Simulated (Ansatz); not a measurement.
A series in volume scale on Ag

Free energy against uniform scaling of the volume at fixed shape and fractions; periodic cell, basis, potentials, k mesh and filling as listed. The results are calculated, by Ansatz 0.2.0.

The cell before it is scaled or strained (space group Fm-3m, No. 225):
```
cell vectors (Å)
   0.0000     2.0428     2.0428
   2.0428     0.0000     2.0428
   2.0428     2.0428     0.0000
atoms (fractions of the cell vectors)
Ag  0.00000  0.00000  0.00000
```

Settings of every row: functional PBE; dispersion none; potentials PAW; wave cutoff 500 eV; density cutoff 2000 eV; k mesh 12x12x12; k shift 0x0x0; occupations methfessel paxton; smearing width 0.1 eV; spin none.

Limits: coarse k mesh, up to 40 meV an atom off.

| row | volume scale | V (Å³/atom) | energy above lowest point (meV/atom) |
| --- | --- | --- | --- |
| 1 | 0.88 | 15.003 | 190.5 |
| 2 | 0.92 | 15.685 | 100.1 |
| 3 | 0.96 | 16.367 | 43 |
| 4 | 1 | 17.049 | 11.7 |
| 5 | 1.04 | 17.731 | 0 |
| 6 | 1.08 | 18.413 | ? |
| 7 | 1.12 | 19.095 | 19.7 |

Question: what energy above lowest point should row 6 give?

Worked fit of energy above lowest point. Take u = (V_r/V)^(2/3) − 1 with V_r = 16.708 Å³ an atom, which is twice the finite (Eulerian) strain; such expansions in the strain, on which the Birch-Murnaghan equation of state is built, carry the rest volume and the bulk modulus. The shown rows have u = 0.0744, 0.04302, 0.01384, -0.01338, -0.03884, -0.08518. Least squares give energy above lowest point = 24.5 + 1145.8 × u + 13748 × u² + 11267 × u³ meV/atom; a parabola predicts inner rows, each left out in turn, worse (root mean square 1.8 against 0.14 meV/atom). The rows lie off it by 0.0, 0.0, 0.0, 0.1, -0.1, 0.0. Its lowest point lies at u = -0.0441, or V = 17.88 Å³ an atom, and the curvature there gives the bulk modulus at fixed shape and fractions, B = (4/9)(1 + u)² E″(u)/V = 89.2 GPa. The withheld row has u = -0.06273, so the fit gives 24.5 + 1145.8 × (-0.06273) + 13748 × (-0.06273)² + 11267 × (-0.06273)³ = 3.9 meV/atom.

The calculation gave 3.7 meV/atom. The fit lies 0.2 meV/atom (0.1 % of the column's range) above it; its largest miss of a shown row is 0.1 meV/atom.
